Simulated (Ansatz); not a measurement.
## W: moving W off its site

W, Fm-3m, a = 4.060 Å (as given, not relaxed at this level: -8.8 GPa). This isn't the element's structure at ambient conditions. Ansatz: r2SCAN, PAW, 500 eV, Γ-centred 10×10×10 mesh on 8 atoms, Gaussian smearing 0.15 eV; no spin polarisation.

```
W
1.0
     4.06000   -4.06000    0.00000
     4.06000    0.00000    4.06000
     0.00000   -4.06000    4.06000
W
8
Direct
  0.50000 0.00000 0.00000
  0.50000 0.00000 0.50000
  0.50000 0.50000 0.00000
  0.50000 0.50000 0.50000
  0.00000 0.00000 0.00000
  0.00000 0.00000 0.50000
  0.00000 0.50000 0.00000
  0.00000 0.50000 0.50000
```

Atom 1 (W) moves by x along the unit vector (0.577, 0.577, 0.577), with its periodic images; all else is held. y is the free energy of the cell over the start, F the force along the path summed over the moved atoms. Symmetry makes y even in x.

| x (Å) | y (meV) | F (eV/Å) |
| --- | --- | --- |
| -0.200 | ? | ? |
| -0.120 | 70.1 | 1.12 |
| -0.040 | 8.1 | 0.40 |
| 0.000 | 0.0 | 0.00 |
| 0.060 | 18.1 | -0.60 |
| 0.080 | 31.9 | -0.78 |
| 0.100 | 49.3 | -0.96 |
| 0.140 | 93.9 | -1.26 |
| 0.160 | 120.4 | -1.39 |
| 0.180 | 149.2 | -1.50 |

Question: Fit y = c2 x² + c4 x⁴ to the energies of the other rows, give the force constant, and predict energy and force of the missing row.

Answer: Least squares on the rows shown. y = 5076.8 x² − 14574 x⁴. The force constant is 2 c2 = 10.2 eV/Å², for the cell as given, at -8.8 GPa (for all images moving together, not for a lone atom). The force −dy/dx at the missing row is 1.56 eV/Å (computed 1.59). At x = -0.200 the fit asked for gives 179.8 meV. The run gave 180.1 meV, so the fit is 0.3 meV too low, a small miss on the scale of the series.

Spin–orbit coupling is left out, which can shift energies with elements as heavy as these.

The undisplaced site is a minimum along this path, but the well is softer than harmonic: the restoring force keeps growing out to the largest displacement, yet less than proportionally. The atom moves towards the triangular hollow between three nearest neighbours, where core overlap alone would normally stiffen the well. The negative quartic term therefore suggests that d-band bonding offsets part of this repulsion. Tungsten's roughly half-filled d shell favours bcc, where a pseudogap separates bonding from antibonding states. In fcc the Fermi level lies in a less favourable part of the d band, so lowering the symmetry probably recovers some band energy. The stretched lattice may add to the softening by weakening the repulsion.

The computed force of 1.59 eV/Å against the fitted 1.56 hints at a positive higher-order term, with repulsion beginning to reassert itself. The positive curvature doesn't conflict with the known instability of fcc tungsten, because this displacement mixes several phonons and a stiff average can hide an unstable branch, while homogeneous shear isn't probed at all.
